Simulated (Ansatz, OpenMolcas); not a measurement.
**How methods differ on GaSiH4O (SMILES [SiH3][O][GaH])**

GaSiH4O has 7 atoms, charge 0, and is taken as a doublet. SMILES: `[SiH3][O][GaH]`. The shape is that of a PBE0-D4/def2-TZVP optimisation. This is one conformer, not always the lowest.

Each level gives the vertical ionisation energy (to the singlet cation) (eV). The values are calculated.

| level | kind | program | value (eV) | less CCSD(T)/cc-pVDZ | CPU time (all runs) |
| --- | --- | --- | --- | --- | --- |
| UM06-2X/cc-pVDZ | hybrid meta-GGA | OpenMolcas | 8.36 | +0.30 | 85 s |
| UPBE0/cc-pVDZ | global hybrid | Ansatz | 8.31 | +0.25 | 23 s |
| U-wB97M-V/cc-pVDZ | range-separated hybrid | Ansatz | 8.30 | +0.24 | 3.1 min |
| U-wB97X/cc-pVDZ | range-separated hybrid | Ansatz | 8.29 | +0.23 | 93 s |
| UCAM-B3LYP/cc-pVDZ | range-separated hybrid | Ansatz | 8.44 | +0.38 | 27 s |
| RPA@PBE/cc-pVDZ | RPA | Ansatz | 8.22 | +0.16 | 30 s |
| UMP2/cc-pVDZ | perturbation theory | Ansatz | 8.06 | 0.00 | 8.5 s |
| ROCCSD(T)/cc-pVDZ | coupled cluster or CI | OpenMolcas | 8.06 | 0.00 | 79 s |

Differences are taken from ROCCSD(T)/cc-pVDZ for orientation; it has basis-set and higher-order errors of its own. All-electron rows without a relativistic Hamiltonian named are non-relativistic. The values span 8.06 to 8.44 eV. In the correlated wave-function rows the outer d shell of Ga is correlated, in sets not made for it. Times are those of the runs behind each value, whatever else they computed, on shared processors of several kinds: orders of magnitude only.

The electron removed is most simply assigned to the unpaired electron of a formally Ga(II) centre, in a gallium-based σ orbital of mixed 4s and 4p character. Its loss gives a closed-shell Ga(III) cation without breaking an electron pair, which probably keeps the change in correlation simple enough for UMP2 to match ROCCSD(T) at 8.06 eV. That match in one energy difference doesn't show that the two methods describe each state equally well.

All five hybrid functionals lie above the coupled-cluster value, by 0.23 to 0.38 eV, with RPA between the two groups. Range separation alone doesn't order the results: U-wB97X is the lowest of the hybrids and UCAM-B3LYP the highest, with the global hybrid UPBE0 between them. Two-coordinate Ga(III) favours a linear arrangement, whereas the radical's unpaired σ electron favours a bent one, so the cation should relax appreciably after ionisation. The adiabatic threshold should therefore lie below the vertical energy, by an amount these values don't determine.
